\textbf{Question.} For a level linearly coupled to harmonic bosons the cumulant stops at second order,
\begin{equation}
C_0(t)=-\sum_q \frac{|g_q|^2}{\omega_q^2}\Big[(N_q+1)(1-e^{-i\omega_q t})+N_q(1-e^{i\omega_q t})-i\omega_q t\Big],
\label{eq:c0}
\end{equation}
and this is said to be exact for a Fr\"ohlich-coupled carrier whose band is flat. Real bands are only narrow. Which step of the proof needs flatness, what is the first thing that changes when the bandwidth is switched on, and is it small just because the bandwidth is small next to the phonon energy?

\textbf{Answer.} Flatness is what lets you treat the carrier position as a number inside the phonon average. At first order in the hopping every even cumulant becomes nonzero. They are all proportional to the band energy, so they are small in absolute terms, but they decide the dispersion, and their relative size is set by a coupling constant $\gamma$ that does not depend on the bandwidth.

\textbf{Conventions.} $\hbar=1$, Gaussian $e^2=14.40$ eV\,\AA, one carrier in an empty band, one dispersionless LO branch $\omega_0$, simple cubic lattice with constant $a$ and nearest-neighbour vectors $\delta$:
\begin{equation}
H=-J\sum_{R,\delta}c^\dagger_{R+\delta}c_R+\omega_0\sum_q b^\dagger_q b_q+V,\qquad
V=\sum_q g_q\,e^{iq\cdot\hat r}\,(b_q+b^\dagger_{-q}),
\end{equation}
\begin{equation}
|g_q|^2=\frac{2\pi e^2\omega_0}{\Omega\,\varepsilon^* q^2},\qquad \frac1{\varepsilon^*}=\frac1{\varepsilon_\infty}-\frac1{\varepsilon_0},
\end{equation}
with $\hat r=\sum_R R\,c_R^\dagger c_R$, crystal volume $\Omega$ and $g_{-q}=g_q^*$. The band $\epsilon_k=-J\sum_\delta e^{-ik\cdot\delta}$ is measured from its centre, and $G_k(t)=-i\theta(t)e^{-i\epsilon_k t}e^{C_k(t)}$, averaged over a thermal phonon state. $C_{2n}$ is the part of $C_k$ of order $g^{2n}$.

\textbf{Where flatness enters.} For $J=0$, $\hat r$ commutes with $H$, so $e^{iq\cdot\hat r}$ is a fixed phase and $V(t)$ is a linear boson operator with c-number coefficients. Wick's theorem for the thermal oscillator state then writes every moment as a sum over pairings of
\begin{equation}
\langle V(t_1)V(t_2)\rangle=\sum_q|g_q|^2 D(t_1-t_2),\qquad D(\tau)=(N+1)e^{-i\omega_0\tau}+Ne^{i\omega_0\tau}.
\end{equation}
The only connected diagram is a single phonon line, so $\ln\langle T e^{-i\int V}\rangle=-\sum_q|g_q|^2\int_0^t dt_1\int_0^{t_1}dt_2\,D(t_1-t_2)$, which is Eq.~(\ref{eq:c0}). At fourth order, with $t_1>t_2>t_3>t_4$, the sequential, nested and crossed pairings $D_{12}D_{34}+D_{14}D_{23}+D_{13}D_{24}$ integrate to exactly $C_2^2/2$, and $C_4=M_4-C_2^2/2$, with $M_4$ the fourth-order term of $e^{C_k}$, vanishes.

For $J\neq0$ each interval between vertices carries a recoil phase $e^{-i\Delta\tau}$, with $\Delta_q=\epsilon_{k-q}-\epsilon_k$ while one phonon line is open and $\Delta_{qq'}=\epsilon_{k-q-q'}-\epsilon_k$ while two are. The phonon lines now communicate through the carrier line. The logarithm of $G_k$ still has an expansion in $g^2$, harmonicity and linearity still give Wick's theorem, but the three pairings no longer add up to a square.

\textbf{First order in the hopping, all orders in $g$.} Expand in $J$ instead of $g$. Each term is a carrier path $r(\tau)$, constant between hops, and for a given path the source is again a c-number, so the phonon average is exactly
\begin{equation}
\exp\Big[-\sum_q|g_q|^2\int_0^t dt_1\int_0^{t_1}dt_2\; e^{iq\cdot[r(t_1)-r(t_2)]}D(t_1-t_2)\Big].
\end{equation}
For one hop by $\delta$ at time $s$ the exponent differs from $C_0$ only when $t_2<s<t_1$, by $+\gamma\,\omega_0^2\int_s^t dt_1\int_0^s dt_2\,D(t_1-t_2)$, where
\begin{equation}
S=\sum_q\frac{|g_q|^2}{\omega_0^2},\qquad
\gamma(R)=\sum_q\frac{|g_q|^2}{\omega_0^2}\,(1-\cos q\cdot R),\qquad \gamma\equiv\gamma(\delta).
\end{equation}
The double integral factorises. With $u=e^{-i\omega_0 s}$ and $v=e^{-i\omega_0(t-s)}$ it equals $-K(s,t)/\omega_0^2$,
\begin{equation}
K(s,t)=(N+1)(1-u)(1-v)+N(1-u^*)(1-v^*).
\end{equation}
Cubic symmetry makes $\gamma$ the same for all six $\delta$, so summing the amplitudes $iJe^{-ik\cdot\delta}$ gives $-i\epsilon_k$. Taking the logarithm to first order in $J$ and removing the free phase,
\begin{equation}
C_k(t)=C_0(t)-i\epsilon_k\int_0^t ds\,\big[e^{-\gamma K(s,t)}-1\big]+O(J^2).
\label{eq:main}
\end{equation}
Each path is Gaussian in the phonons; the sum over paths is not. Expanding the exponential gives $C^{(1)}_{2n}=-i\epsilon_k\frac{(-\gamma)^n}{n!}\int_0^t K^n ds$ for the part of each cumulant linear in $J$, nonzero for every $n$.

\textbf{The first two terms at $T=0$.} Put $N=0$ and $z=uv=e^{-i\omega_0t}$. Using $\int_0^t u^m v^n ds=t z^n$ for $m=n$ and $i(z^m-z^n)/[(m-n)\omega_0]$ otherwise,
\begin{equation}
C_2^{(1)}=+i\epsilon_k\gamma\Big[t(1+z)+\frac{2i}{\omega_0}(1-z)\Big],
\end{equation}
\begin{equation}
C_4^{(1)}=-i\epsilon_k\frac{\gamma^2}{2}\Big[t(1+4z+z^2)+\frac{3i}{\omega_0}(1-z^2)\Big].
\label{eq:c4}
\end{equation}
The first is what the usual second-order cumulant with the dispersive band contains at this order: its shift $-\sum_q|g_q|^2/(\omega_0+\Delta_q)$ expands to $-S\omega_0-\gamma\epsilon_k$, because $\sum_q|g_q|^2\Delta_q/\omega_0^2=-\gamma\epsilon_k$. The second is the first violation of termination.

The diagrams locate it. Since $\sum_q |g_q|^2e^{iq\cdot\delta}/\omega_0^2=S-\gamma$, the two-phonon recoil averages to $\sum_{qq'}|g_q|^2|g_{q'}|^2\Delta_{qq'}/\omega_0^4=\epsilon_k[(S-\gamma)^2-S^2]$. The only $\gamma^2$ term in $M_4$ comes from here. It sits on the middle interval of the nested and crossed diagrams, which are equal at $T=0$:
\begin{equation}
C_4^{(1)}=-2i\epsilon_k\gamma^2\omega_0^4\int_{t>t_1>t_2>t_3>t_4>0}(t_2-t_3)\,e^{-i\omega_0(t_1+t_2-t_3-t_4)},
\end{equation}
and this integral reproduces Eq.~(\ref{eq:c4}). All terms in $S\gamma$ cancel against $C_2^2/2$, as Eq.~(\ref{eq:main}) requires. At short times $C_4^{(1)}\simeq-i\epsilon_k\gamma^2\omega_0^4t^5/60$, so at this order in $J$ the moments of the spectral function through the fourth are untouched. The damage is at long times, in peak positions and weights.

\textbf{What it does to the spectrum.} Write $e^{-\gamma K}=e^{-\gamma(1+z)}e^{\gamma u}e^{\gamma v}$ and integrate term by term. The terms growing like $t$ sum to $t\,e^{-\gamma(1+z)}\sum_m\gamma^{2m}z^m/(m!)^2$. The quasiparticle is the $z^0$ part. Its growing term is $t\,e^{-\gamma}$, and its constant term, from $m=0$ or $n=0$, is $-2ie^{-\gamma}F(\gamma)/\omega_0$ with
\begin{equation}
F(x)=\sum_{n\ge1}\frac{x^n}{n\,n!}=\mathrm{Ei}(x)-\ln x-\gamma_E ,
\end{equation}
$\gamma_E$ being Euler's constant. With $C_0=-S(1-z)+iS\omega_0t$,
\begin{equation}
E_k=-S\omega_0+\epsilon_k\,e^{-\gamma},\qquad
\ln Z_k=-S-\frac{2\epsilon_k}{\omega_0}\,e^{-\gamma}F(\gamma).
\label{eq:qp}
\end{equation}
The first relation is the small-polaron band narrowing familiar from the Lang--Firsov transformation. The cumulant series builds it one Taylor term at a time: $C_2$ gives $\epsilon_k(1-\gamma)$, $C_4$ adds $\epsilon_k\gamma^2/2$ to the energy and $\tfrac32\gamma^2\epsilon_k/\omega_0$ to $\ln Z_k$. The ratio of the $C_4$ to the $C_2$ energy term is $-\gamma/2$ however small $J$ is. The series converges for any $\gamma$, but it alternates and its terms grow until $n\approx\gamma$. For $\gamma>1$ the second-order cumulant inverts the band.

The first satellite is the $z^1$ part of $e^{Sz}$ times the same sum, divided by its relative weight $S$. Its weighted mean position is
\begin{equation}
\bar E^{\,\rm sat}_k=-S\omega_0+\omega_0+\epsilon_k\,e^{-\gamma}\,\frac{S-\gamma+\gamma^2}{S},
\end{equation}
while $C_2$ alone gives the factor $1-\gamma-\gamma/S$. The two differ by $2\gamma^2/S$ already at order $g^2$; this is the $4z$ term of Eq.~(\ref{eq:c4}). Hopping also spreads the degenerate one-phonon states into a continuum, whose width first shows in $t^2$ terms of order $J^2$.

\textbf{Fr\"ohlich sums.} Without recoil nothing cuts off large $q$, so the lattice must. Take a Debye sphere with one mode per cell, $q_Da=(6\pi^2)^{1/3}=3.898$. The $q^2$ of the volume element cancels $1/q^2$, and the angular mean of $\cos q\cdot R$ is $\sin(qR)/qR$:
\begin{equation}
S=\frac{e^2q_D}{\pi\varepsilon^*\omega_0},\qquad
\gamma(R)=S\Big[1-\frac{\mathrm{Si}(q_DR)}{q_DR}\Big].
\end{equation}
This gives $\gamma(R)/S=0.544$, $0.734$, $0.801$ for $R=a$, $\sqrt2a$, $2a$. A purely local coupling would have $\gamma=S$ on the lattice. The long-wavelength modes of the Fr\"ohlich coupling see neighbouring sites as nearly the same place, so they feed $S$ but hardly $\gamma$.

\textbf{The neglected order $J^2$.} At $J=0$ the carrier at $R$ displaces the modes by amplitudes of modulus $|g_q|/\omega_0$ and phase factor $e^{-iq\cdot R}$. A hop therefore acts as a displacement operator with $\sum_q|\alpha_q|^2=2\gamma$. For two hops $\delta,\delta'$ through $n$-phonon states, the sum over those states of the two matrix elements is $e^{-2\gamma}\eta^n/n!$, where the overlap of the two displacement vectors is $\eta_{\delta\delta'}=2\gamma-\gamma(\delta+\delta')$. Second-order perturbation theory out of the zero-phonon manifold, with denominators $n\omega_0$, gives
\begin{equation}
E_k^{(2)}=-\frac{J^2}{\omega_0}\,e^{-2\gamma}\sum_{\delta,\delta'}e^{-ik\cdot(\delta+\delta')}F(\eta_{\delta\delta'}).
\end{equation}
At $k=0$ there are 6 return paths, 24 corner paths and 6 straight paths, with $\eta/S=1.088$, $0.354$, $0.287$. The order-$g^2$ part, $-(J^2/\omega_0)\sum\eta_{\delta\delta'}$, equals $-\sum_q|g_q|^2\Delta_q^2/\omega_0^3$ at $k=0$ and is what $C_2$ holds at this order.

\textbf{Size.} Take illustrative inputs, typical in magnitude of a polar crystal but describing no particular one: $a=4.0$ \AA{} ($q_D=0.974$ \AA$^{-1}$), $\omega_0=80$ meV, $J=1$ meV (bandwidth $12J=12$ meV, $\epsilon_{k=0}=-6$ meV), $T=0$. Model A is weakly polar, $\varepsilon_\infty=10$, $\varepsilon_0=12.5$, $1/\varepsilon^*=0.02$. Model B is strongly polar, $\varepsilon_\infty=5$, $\varepsilon_0=10$, $1/\varepsilon^*=0.10$. Energies are in meV at $k=0$ and are counted from $-S\omega_0$.

\begin{center}
\begin{tabular}{lrr}
\hline
 & A & B\\
\hline
$S$ & 1.117 & 5.58\\
$\gamma$ & 0.608 & 3.04\\
$S\omega_0$ & 89.3 & 447\\
band factor, $C_2$: $1-\gamma$ & 0.392 & $-2.04$\\
band factor through $C_4$ & 0.577 & 2.58\\
band factor, all cumulants: $e^{-\gamma}$ & 0.545 & 0.048\\
energy, $O(J)$, $C_2$ & $-2.35$ & $+12.2$\\
energy, $O(J)$, $C_4$ term alone & $-1.11$ & $-27.7$\\
energy, $O(J)$, all cumulants & $-3.27$ & $-0.29$\\
energy, $O(J^2)$, $C_2$ & $-0.23$ & $-1.17$\\
energy, $O(J^2)$, all cumulants & $-0.085$ & $-0.018$\\
$\ln Z+S$, $O(J)$, $C_2$ & 0.091 & 0.46\\
$\ln Z+S$, $O(J)$, $C_4$ term alone & $-0.042$ & $-1.04$\\
$\ln Z+S$, $O(J)$, all cumulants & 0.058 & 0.061\\
\hline
\end{tabular}
\end{center}

The cumulants beyond the second move the band bottom by $\epsilon_k(e^{-\gamma}-1+\gamma)=-0.91$ meV in A and $-12.5$ meV in B at order $J$. At order $J^2$ they give back $+0.15$ and $+1.15$ meV, which is 16 and 9 per cent of those figures. That fraction grows in proportion to $J$, so at a few meV of hopping the second order rivals the first. The numbers hold at $T=0$; at 300 K, $N=0.047$, and the $C_2$ narrowing becomes $1-(2N+1)\gamma$ with $2N+1=1.09$. The carrier is also point-like here. A Wannier form factor would suppress large $q$ and lower both $S$ and $\gamma$, so these are the model's numbers and they depend directly on $q_D$.

Measured against the polaron shift $S\omega_0$, the failure of termination is small, 1.0 per cent in A and 2.8 per cent in B, and it vanishes linearly with $J$. The Poisson ladder with Huang--Rhys factor $S$ survives as the coarse shape of the spectrum. Measured against the dispersion it is not small at any $J$. In model A the second-order cumulant gives a band factor 0.392 instead of 0.545, and $C_4$ repairs most of this with 0.577; the factor for the mean position of the first satellite is $-0.15$ from $C_2$ against $0.43$ from all cumulants, so even its sign depends on the higher terms. In model B the second-order cumulant turns the band upside down and doubles its width, adding $C_4$ overshoots to 2.58, and only the resummed Eq.~(\ref{eq:main}) gives the narrowed factor 0.048. Termination at second order is thus controlled by two separate conditions: a small $|\epsilon_k|/\omega_0$ keeps the extra cumulants small, and $\gamma\ll1$ is needed before the $k$-dependence of a second-order cumulant spectrum can be trusted.